\section*{Minimax imaginary-time grid: equioscillation, error bound and dual frequency grid}

\subsection*{Premises and the origin of the fit}

I set $\hbar=1$, so energies are in eV and imaginary times in eV$^{-1}$. I assume zero temperature, a gapped mean-field spectrum, time-reversal symmetry and a finite one-particle basis. A pair $p=(i,a)$ of an occupied and an empty spin orbital has transition energy $\Delta_p=\epsilon_a-\epsilon_i\in[\epsilon_{\min},\epsilon_{\max}]$ and pair density $\rho_p=\phi_i^*\phi_a$. Time reversal makes the set of $\rho_p$ closed under complex conjugation, so the independent-particle response is even in $\tau$:
\begin{equation}
\chi_0(i\tau)=-\sum_p |\rho_p\rangle\langle\rho_p|\,e^{-\Delta_p|\tau|},\qquad
\chi_0(i\omega)=-\sum_p |\rho_p\rangle\langle\rho_p|\,\Phi_\omega(\Delta_p),
\end{equation}
\begin{equation}
\Phi_\omega(x)=\int_{-\infty}^{\infty}e^{-x|\tau|}e^{i\omega\tau}d\tau=\frac{2x}{x^2+\omega^2}.
\end{equation}
The RPA correlation energy is $E_c=\frac{1}{2\pi}\int_0^\infty d\omega\,\mathrm{Tr}[\ln(1-\chi_0v)+\chi_0v]$. Since $\ln(1-A)+A=-A^2/2+\dots$, its lowest term is $E^{(2)}=-\frac{1}{4\pi}\int_0^\infty d\omega\,\mathrm{Tr}(\chi_0v)^2$. Parseval's theorem for $e^{-x|\tau|}$ and $e^{-x'|\tau|}$ reads
\begin{equation}
2\int_0^\infty e^{-(x+x')\tau}d\tau=\frac{2}{x+x'}=\frac1\pi\int_0^\infty \Phi_\omega(x)\Phi_\omega(x')\,d\omega ,
\label{pars}
\end{equation}
and with $V_{pp'}=\langle\rho_p|v|\rho_{p'}\rangle$ it gives
\begin{equation}
E^{(2)}=-\frac12\sum_{pp'}\frac{|V_{pp'}|^2}{\Delta_p+\Delta_{p'}}
=-\frac12\int_0^\infty d\tau\,\mathrm{Tr}[\chi_0(i\tau)v\chi_0(i\tau)v].
\label{E2}
\end{equation}
An $N$-point rule for the $\tau$ integral replaces each reciprocal denominator by an exponential sum. In units of the smallest denominator the denominators fill $[1,R]$ with $R=\epsilon_{\max}/\epsilon_{\min}>1$, and the problem is
\begin{equation}
e(x)=\frac1x-u(x),\quad u(x)=\sum_{j=1}^N w_je^{-t_jx},\quad
E_N(R)=\min_{w,t}\max_{1\le x\le R}|e(x)|,
\end{equation}
with real $w_j,t_j$. Building time and frequency grids in this way follows Kaltak, Klime\v{s} and Kresse (2014). I use without proof Rolle's theorem, the implicit function theorem, Gauss quadrature for polynomials, the Brouwer degree, the maximum principle and the standard properties of Jacobi elliptic functions.

\subsection*{Step 1: counting zeros}

Let $Z(f)$ be the number of zeros of $f$ on $(0,\infty)$ with multiplicity, and $D_\sigma f=e^{-\sigma x}(e^{\sigma x}f)'=f'+\sigma f$. Rolle's theorem applied to $e^{\sigma x}f$ gives $Z(f)\le Z(D_\sigma f)+1$, and
\begin{equation}
D_\sigma e^{-tx}=(\sigma-t)\,e^{-tx}.
\end{equation}
Three counts follow.

(a) A nonzero $f=\sum_jP_j(x)e^{-t_jx}$ with distinct $t_j$, polynomials $P_j\not\equiv0$ and $d=\sum_j(\deg P_j+1)$ has $Z\le d-1$. The operator $D_{t_1}$ lowers $\deg P_1$ by one and keeps the other degrees, so $d-1$ such steps end at one nonzero exponential, which has no zero.

(b) If $f=\int_0^\infty\rho(t)e^{-tx}dt$ and $\rho\not\equiv0$ changes sign only at $\sigma_1,\dots,\sigma_s$, the product of the $D_{\sigma_i}$ turns $\rho$ into $\rho\prod_i(\sigma_i-t)$, which has one sign. Hence $Z\le s$.

(c) Write $1/x=\int_0^\infty e^{-tx}dt$ and let $u$ have $M$ distinct exponents $t_j\ge0$. Applying each $D_{t_j}$ twice removes $u$:
\begin{equation}
\prod_{j=1}^M D_{t_j}^2\,e(x)=\int_0^\infty\prod_{j=1}^M(t_j-t)^2e^{-tx}dt>0,
\end{equation}
so $Z(e)\le2M$. If one exponent is zero, its factor $-t$ keeps one sign, one application suffices, and $Z(e)\le2M-1$.

\subsection*{Step 2: interpolation with positive weights}

Claim: for any nodes $X=(x_1\le\dots\le x_{2N})$ in $[1,R]$ there is exactly one $u_X$ with $w_j>0$ and $0<t_1<\dots<t_N$ whose error vanishes at $X$ with multiplicity, and it depends continuously on $X$. The conditions are the vanishing of the divided differences $e[x_1,\dots,x_m]$, $m=1,\dots,2N$, which are smooth in $X$ also where nodes coincide. Let $S$ be the set of $X$ for which a solution exists.

\emph{Unique.} Two solutions differ by a sum of at most $2N$ exponentials with $2N$ zeros, which vanishes by (a).

\emph{$S$ is not empty.} For all $x_i=x_0$ the conditions on the derivatives are $\sum_jw_jt_j^ke^{-t_jx_0}=\int_0^\infty t^ke^{-tx_0}dt$ for $k=0,\dots,2N-1$. The Gauss--Laguerre rule with nodes $s_j>0$ and weights $g_j>0$ solves them through $t_j=s_j/x_0$, $w_j=g_je^{s_j}/x_0$.

\emph{$S$ is open.} A null vector of the Jacobian in $(w,t)$ is a function $\sum_j(\delta w_j-w_j\,\delta t_j\,x)e^{-t_jx}$ with $2N$ zeros and $d\le2N$. By (a) it vanishes, and $w_j\neq0$ forces $\delta w=\delta t=0$. The implicit function theorem continues the solution, and uniqueness makes the local branch the solution, which gives continuity.

\emph{A bound.} By (c) the zeros at $X$ are all the zeros of $e$. As $e\to+\infty$ for $x\to0^+$, $e>0$ on $(0,x_1)$. As $u$ decays exponentially, $e>0$ for large $x$, hence on $(x_{2N},\infty)$. With $u>0$,
\begin{equation}
0<u_X(x)<1/x\quad\text{for } x<x_1 \text{ and for } x>x_{2N}.
\label{out}
\end{equation}

\emph{$S$ is closed.} Take $X^{(m)}\to X$ with $X^{(m)}\in S$ and fix $0<\delta<1$. Equation \eqref{out} gives $w_je^{-t_j\delta}<1/\delta$. Along a subsequence each $t_j$ either converges, and then $w_j$ is bounded and may be taken to converge, or diverges, and then the term is below $\delta^{-1}e^{-(\mathrm{Re}\,z-\delta)t_j}\to0$. The convergence is locally uniform in $\mathrm{Re}\,z>\delta$, so the limit still interpolates at $2N$ nodes. A lost term, merged exponents or a zero exponent would allow at most $2N-1$ zeros by (c). The limit is therefore a proper solution.

The ordered node sets form a convex set, so $S$, being nonempty, open and closed in it, is all of it.

\subsection*{Step 3: equioscillation at $2N+1$ points}

\emph{Existence.} The nodes cut $[1,R]$ into $2N+1$ pieces with lengths $\ell_0,\dots,\ell_{2N}\ge0$ and $\sum_i\ell_i=R-1$, a simplex of dimension $2N$. Let $m_i$ be the maximum of $|e|$ on piece $i$. It is continuous in $\ell$, it is zero if the piece shrinks to a point (a node), and it is positive otherwise because $e$ has finitely many zeros. The map $\ell\mapsto(R-1)\,m/\sum_im_i$ thus sends every face into itself. The straight-line homotopy to the identity keeps boundary points in their faces, away from the centre, so the degree over the centre is one and the centre is attained. There all $m_i$ equal some $E>0$, all pieces have positive length, and the $2N$ zeros are simple and exhaust the count. The sign of $e$ flips from piece to piece and starts positive. So there are a sum $u^*$ with positive weights and exponents and points $1\le\xi_0<\dots<\xi_{2N}\le R$ with
\begin{equation}
e^*(\xi_i)=(-1)^iE,\qquad E=\max_{[1,R]}|e^*| .
\label{alt}
\end{equation}

\emph{Optimality and uniqueness.} Let $\tilde u$ be any $N$-term sum with $\max|\tilde e|\le E$. Then $f=\tilde u-u^*=e^*-\tilde e$ obeys $(-1)^if(\xi_i)\ge0$. It lies in the span of $2N$ distinct exponentials $\varphi_k$ (padded if exponents coincide). The determinant with $2N+1$ columns $(\varphi_1(\xi_i),\dots,\varphi_{2N}(\xi_i),f(\xi_i))$ vanishes because its last row depends on the others. Expanding along that row gives $\sum_i(-1)^iA_if(\xi_i)=0$, with $A_i$ the minor that omits $\xi_i$. By (a) such a minor is never zero for distinct points, and ordered point sets are connected, so all $A_i$ share one sign. Each $f(\xi_i)$ must vanish, $f$ has $2N+1$ zeros, and $f\equiv0$ by (a). Hence $u^*$ is the unique best fit, $E_N(R)=E$, and \eqref{alt} characterises it: the $2N+1$ conditions \eqref{alt} match the $2N$ parameters and $E$. A Remez iteration solves exactly this system.

\subsection*{Step 4: the error bound}

Any $u_X$ bounds $E_N$ from above, so I estimate its error and then choose $X$. Fix $0<\delta<1$. For $\mathrm{Re}\,z\ge\delta$, positivity of weights and exponents and \eqref{out} give $|u_X(z)|\le u_X(\delta)<1/\delta$, and $|1/z|\le1/\delta$, so $|e(z)|<2/\delta$. Define with $n=2N$
\begin{equation}
B(z)=\prod_{i=1}^{n}\frac{(z-\delta)-(x_i-\delta)}{(z-\delta)+(x_i-\delta)} .
\end{equation}
Its poles lie left of the line $\mathrm{Re}\,z=\delta$, it has modulus one on the line, and it tends to one at infinity. The quotient $e/B$ is analytic and bounded in the half-plane, since the zeros cancel. The maximum principle for bounded functions in a half-plane (Phragm\'en--Lindel\"of) bounds it by its boundary values:
\begin{equation}
|e(x)|\le\frac2\delta\,|B(x)|,\qquad x\ge\delta .
\label{eB}
\end{equation}

Making $\max|B|$ small on an interval is a Zolotarev problem. Put $k'=(1-\delta)/(R-\delta)$, $k^2=1-k'^2$, $K=K(k)$, $K'=K(k')$, with $K(\cdot)$ the complete elliptic integral of the first kind as a function of the modulus. The substitution $x-\delta=(R-\delta)\,\mathrm{dn}(\upsilon,k)$ maps $\upsilon\in[0,K]$ monotonically onto $x\in[1,R]$, because dn falls from $1$ to $k'$. I choose the nodes at $\upsilon_i=(2i-1)K/2n$, $i=1,\dots,n$. Then
\begin{equation}
g(\upsilon)=B=\prod_{i=1}^n\frac{\mathrm{dn}\,\upsilon-\mathrm{dn}\,\upsilon_i}{\mathrm{dn}\,\upsilon+\mathrm{dn}\,\upsilon_i}.
\end{equation}
The function dn is even, of order two, has periods $2K$ and $4iK'$, and $\mathrm{dn}(\upsilon+2iK')=-\mathrm{dn}\,\upsilon$. So $g$ has simple zeros at $\pm\upsilon_i$ modulo periods, that is at all odd multiples of $K/2n$ modulo $4iK'$, simple poles at these points shifted by $2iK'$, the value one at the poles of dn, and $g(\upsilon)g(\upsilon+2iK')=1$. Let $\kappa$ be the modulus whose quarter periods $L,L'$ obey $L'/L=4nK'/K$; it exists because this ratio runs continuously from $\infty$ to $0$ as $\kappa$ goes from $0$ to $1$. Consider
\begin{equation}
s(\upsilon)=\sqrt\kappa\;\mathrm{sn}(L+\mu\upsilon,\kappa),\qquad \mu=2nL/K .
\end{equation}
Shifts of $\upsilon$ by $2K$, $2iK'$ and $4iK'$ shift the argument by $4nL$, $iL'$ and $2iL'$. The function sn has periods $4L$ and $2iL'$, zeros at even multiples of $L$, poles displaced from them by $iL'$, and $\mathrm{sn}(v+iL')=1/(\kappa\,\mathrm{sn}\,v)$. Thus $s$ has the periods, zeros and poles of $g$, and $s(\upsilon)s(\upsilon+2iK')=1$. The ratio $g/s$ is entire and doubly periodic, hence a constant $C$, and the two product relations give $C^2=1$. On the real axis $|\mathrm{sn}|\le1$ with equality at $\upsilon=0$, so $\max_{[1,R]}|B|=\sqrt\kappa$.

A modulus $\kappa$ and its nome $q=e^{-\pi L'/L}$ are related by
\begin{equation}
\sqrt\kappa=2q^{1/4}\,\frac{1+\sum_{m\ge1}q^{m(m+1)}}{1+2\sum_{m\ge1}q^{m^2}}\le2q^{1/4},
\label{nome}
\end{equation}
where the inequality holds term by term. I use it twice. For $\kappa$ it gives $\sqrt\kappa\le2e^{-n\pi K'/K}$. For $k'$, whose nome is $e^{-\pi K/K'}$, squaring gives $k'\le4e^{-\pi K/2K'}$, that is $K'/K\ge\pi/[2\ln(4/k')]$. With $n=2N$ and \eqref{eB},
\begin{equation}
E_N(R)\le\frac4\delta\exp\left[-\frac{\pi^2N}{\ln\frac{4(R-\delta)}{1-\delta}}\right],\qquad 0<\delta<1 .
\label{gen}
\end{equation}
The choices $\delta=1/2$ and $\delta=1/4$ give
\begin{equation}
E_N(R)\le 8\,e^{-\pi^2N/\ln(8R-4)},\qquad E_N(R)\le16\,e^{-\pi^2N/\ln[(16R-4)/3]} .
\label{two}
\end{equation}
Both logarithms are positive and below $\ln8R$, so either form implies the bound of Braess and Hackbusch (2005),
\begin{equation}
E_N(R)\le16\,e^{-\pi^2N/\ln(8R)} .
\label{BH}
\end{equation}

\subsection*{Step 5: very wide intervals}

For $R\to\infty$ at fixed $N$ these bounds tend to their prefactors and say nothing. Take instead the interpolant built for $[1,R']$ with $\delta=1/2$. Beyond $R'$, \eqref{out} gives $0<e<1/R'$; on $[1,R']$ its error is below $8e^{-\pi^2N/\ln8R'}$. For $\ln8R'=\pi\sqrt N$, which has $R'>1$, both equal $8e^{-\pi\sqrt N}$. So for every $R$
\begin{equation}
E_N(R)\le8\,e^{-\pi\sqrt N},
\label{sat}
\end{equation}
which is smaller than $8e^{-\pi^2N/\ln 8R}$ when $N<(\ln8R/\pi)^2$.

The case $N=1$ shows the saturation. At an interior extremum $1/x^2=wte^{-tx}$; with $s=tx$ this is $s^2e^{-s}=t/w\equiv c$, and there $e=t(s-1)/s^2$. Suppose both $\xi_1$ and $\xi_2$ are interior and put $r=s_2/s_1$. Equal $c$ gives $s_1=2\ln r/(r-1)$, and $e(\xi_1)=-e(\xi_2)$ gives $s_1=(r^2+1)/(r^2+r)$. The root is $r=4.5066$, so $s_1=0.8587$, $s_2=3.8698$, $c=0.3124$ and $E/t=(s_2-1)/s_2^2=0.1916$. The condition $e(1)=1-(t/c)e^{-t}=E$ then yields
\begin{equation}
t_1=0.4465,\quad w_1=1.4291,\quad E_1=0.08556,\quad \xi=(1,\;1.923,\;8.667).
\end{equation}
The function $s^2e^{-s}$ takes the value $c$ only twice, so beyond $\xi_2$ the error falls monotonically to zero, and this is the best one-term fit for every $R\ge8.667$. Bound \eqref{sat} gives $8e^{-\pi}=0.35$, a factor $4.0$ above the true value. The bounds are safe but not tight.

\subsection*{Step 6: rescaling and the error of the energy}

For a dimensional denominator $y\in[y_{\min},Ry_{\min}]$ write $1/y=y_{\min}^{-1}(y/y_{\min})^{-1}$. Then
\begin{equation}
\frac1y\approx\sum_j\omega^{\tau}_je^{-\tau_jy},\qquad \tau_j=\frac{t_j}{y_{\min}},\quad \omega^\tau_j=\frac{w_j}{y_{\min}},\quad |\text{error}|\le\frac{E_N(R)}{y_{\min}} .
\end{equation}
The map is a bijection between the two fitting problems that multiplies all errors by one constant, so the rescaled grid is again the best one and tables are needed only for $(N,R)$. The scale is the smallest \emph{denominator}. In \eqref{E2} this is $y_{\min}=2\epsilon_{\min}$, so $\tau_j=t_j/2\epsilon_{\min}$. Dividing by $\epsilon_{\min}$ instead would place the scaled denominators on $[2,2R]$, with the range from $R$ to $2R$ outside the fitted interval.

The time rule depends on $\Delta_p+\Delta_{p'}$ only, so the bound covers every pair of transitions. The relative error of a reciprocal denominator is $x|e(x)|\le RE_N$. All terms of \eqref{E2} have the same sign, therefore
\begin{equation}
|E^{(2)}_N-E^{(2)}|\le R\,E_N(R)\,|E^{(2)}| .
\label{rel}
\end{equation}

\subsection*{Step 7: the dual frequency grid}

Setting $x'=x$ in \eqref{pars},
\begin{equation}
\frac1x=\frac1\pi\int_0^\infty\left(\frac{2x}{x^2+\omega^2}\right)^2d\omega
\approx\sum_{k=1}^N\gamma_k\left(\frac{2x}{x^2+\omega_k^2}\right)^2,\qquad x\in[1,R],
\label{freq}
\end{equation}
with $1/\pi$ absorbed in $\gamma_k$, so that $E^{(2)}\approx-\frac14\sum_k\gamma_k\mathrm{Tr}[\chi_0(i\omega_k)v]^2$. Here $x=\Delta/\epsilon_{\min}$ is a single transition energy. Inserting it gives $\Phi_{\omega_k}(x)=\epsilon_{\min}\Phi_{\epsilon_{\min}\omega_k}(\Delta)$, so frequencies and weights are both \emph{multiplied} by $\epsilon_{\min}$, and the error is divided by it.

Steps 1 to 3 carry over. With $\eta=x^2$ and $(\eta+a)^{-2}=\int_0^\infty te^{-(\eta+a)t}dt$, the error $e_\omega$ of \eqref{freq} satisfies
\begin{equation}
\frac{e_\omega(x)}{4\eta}=\int_0^\infty t\,b(t)\,e^{-\eta t}dt,\qquad
b(t)=\frac1\pi\int_0^\infty e^{-\omega^2t}d\omega-\sum_k\gamma_ke^{-\omega_k^2t}.
\end{equation}
The argument of (c), with $D_{\omega_k^2}$ acting on $t$, limits $b$ to $2N$ zeros, and (b) passes this count to $e_\omega$. Differences of two fits and null vectors of the Jacobian have densities of type (a) with at most $2N-1$ zeros. Coincident nodes at $\eta_0$ are solved by a Gauss rule in $p=1/(\eta_0+\omega^2)$, since the derivatives of $(\eta+\omega^2)^{-2}$ are $p^2$ times powers of $p$. In the closedness step a diverging $\omega_k$ can leave a constant in $\eta$; one derivative removes the constant at the cost of a single zero, so the degenerate limit again has at most $2N-1$ zeros. The best frequency fit is therefore unique, has positive weights and equioscillates at $2N+1$ points.

Two things do not carry over. As a function of complex $x$, $e_\omega$ has poles at $\pm i\omega_k$ and is not dominated by its real values as in Step 4, so \eqref{BH} is not proved for it here. And \eqref{freq} fits only the diagonal of \eqref{pars}. The kernel $2/(x+x')-\sum_k\gamma_k\Phi_{\omega_k}(x)\Phi_{\omega_k}(x')$ changes sign along its diagonal, is not semidefinite, and so has no Cauchy--Schwarz bound by its diagonal. Its size at $x\ne x'$ must be tested numerically.

\subsection*{Range of validity}

The statements \eqref{alt}, \eqref{gen}--\eqref{sat} are exact for all $N\ge1$ and $R>1$ in exact arithmetic, and they bound the absolute error in the scaled variable. Their use needs $\epsilon_{\min}>0$ and $\epsilon_{\max}<\infty$, with the extremes over all $\mathbf k$ and all momentum transfers $\mathbf q$, so an indirect gap counts. Metals, doped layers and temperatures with $k_BT$ not far below the gap need grids on a finite interval $[0,1/k_BT]$. The ratio $R$ grows with the basis and with the core states retained; the exponent per point falls only as $1/\ln R$.

The energy bound \eqref{rel} is for the second-order term. Higher RPA orders and the $GW$ self-energy use the same points with other decay constants. With the chemical potential $\mu_0$ at midgap, $G(i\tau)$ decays with $|\epsilon_n-\mu_0|\ge\epsilon_{\min}/2$. The poles of $W$ lie at or above $\epsilon_{\min}$, because for real $|\omega|<\epsilon_{\min}$ the operator $\chi_0(\omega)$ is negative semidefinite and $1-v^{1/2}\chi_0v^{1/2}$ is invertible. The product $GW$ thus decays with constants from $3\epsilon_{\min}/2$ upward, starting below the fitted range. The cosine and sine transforms between the two grids carry their own fitted weights and residuals, and the analytic continuation of $\Sigma(i\omega)$ to real frequency can amplify any residual. None of these is bounded by \eqref{BH}.

\subsection*{Numbers for monolayer MoS$_2$}

The inputs are a typical semilocal mean-field gap of the monolayer, direct at $K$, $\epsilon_{\min}=1.7$ eV; a typical depth of about 60 eV below the valence maximum for the Mo $4s$ semicore band; and an assumed highest empty state 450 eV above the valence maximum. Then $\epsilon_{\max}=510$ eV, $R=300$, and the denominators span $3.4$ to $1020$ eV. At 300 K, $k_BT=0.02585$ eV and the band-edge occupation of the undoped layer is $e^{-\epsilon_{\min}/2k_BT}\approx5\times10^{-15}$, far below every tolerance used here. More vacuum adds empty states under the same ceiling and leaves $R$ essentially unchanged.

The logarithms are $\ln8R=7.783$, $\ln(8R-4)=7.782$ and $\ln[(16R-4)/3]=7.377$. The exponent per point is $1.268$ in \eqref{BH} and $1.338$ for $\delta=1/4$, a factor $3.8$ per added point in the latter. The crossover $(\ln8R/\pi)^2=6.1$ shows that \eqref{sat} matters only up to $N=6$. The upper bounds on $E_N(300)$ are
\begin{center}
\begin{tabular}{cccc}
$N$ & Eq.~\eqref{BH} & $\delta=1/2$ & $\delta=1/4$\\
\hline
10 & $5.0\times10^{-5}$ & $2.5\times10^{-5}$ & $2.5\times10^{-5}$\\
15 & $8.8\times10^{-8}$ & $4.4\times10^{-8}$ & $3.1\times10^{-8}$\\
20 & $1.5\times10^{-10}$ & $7.7\times10^{-11}$ & $3.8\times10^{-11}$
\end{tabular}
\end{center}
The exact one-point grid illustrates the rescaling: $\tau_1=0.4465/3.4=0.1313$ eV$^{-1}$, $\omega^\tau_1=1.4291/3.4=0.4203$ eV$^{-1}$, maximum error $0.0252$ eV$^{-1}$. This exceeds $1/y=0.00098$ eV$^{-1}$ at the top of the range. There the one-term sum is negligible and misses the whole of $1/y$, which a uniform absolute error of this size permits. This is why \eqref{rel} carries the factor $R$.

To guarantee a relative quadrature error of $10^{-6}$ in $E^{(2)}$ through \eqref{rel} I need $E_N\le10^{-6}/R=3.3\times10^{-9}$. A bound $16e^{-\pi^2N/\Lambda}$ meets this for
\begin{equation}
N\ge\frac{\Lambda}{\pi^2}\ln\frac{16R}{10^{-6}},\qquad \ln\frac{16R}{10^{-6}}=22.29 .
\end{equation}
Equation \eqref{BH} gives $N\ge17.6$, so 18 points, and $\delta=1/4$ gives $N\ge16.7$, so 17 points. As a test of sensitivity I lower $\epsilon_{\min}$ to 1.23 eV, the measured indirect gap of bulk 2H-MoS$_2$ (compiled value, Li 2013). It is neither a monolayer nor a mean-field number and serves only as a smaller lower edge. Then $R=414.6$, the $\delta=1/4$ form gives $N\ge17.6$, and one more point, 18, is enough to absorb the change. The count of 17 is the model's, set by the assumed energy window and tolerance, and it is a sufficient number rather than the smallest one. It lies inside the typical range of roughly 10 to 30 points used in space-time calculations for gapped systems. For quasiparticle energies of the layer it is a starting value, to be confirmed by raising $N$, since the transforms and the continuation fall outside the bound.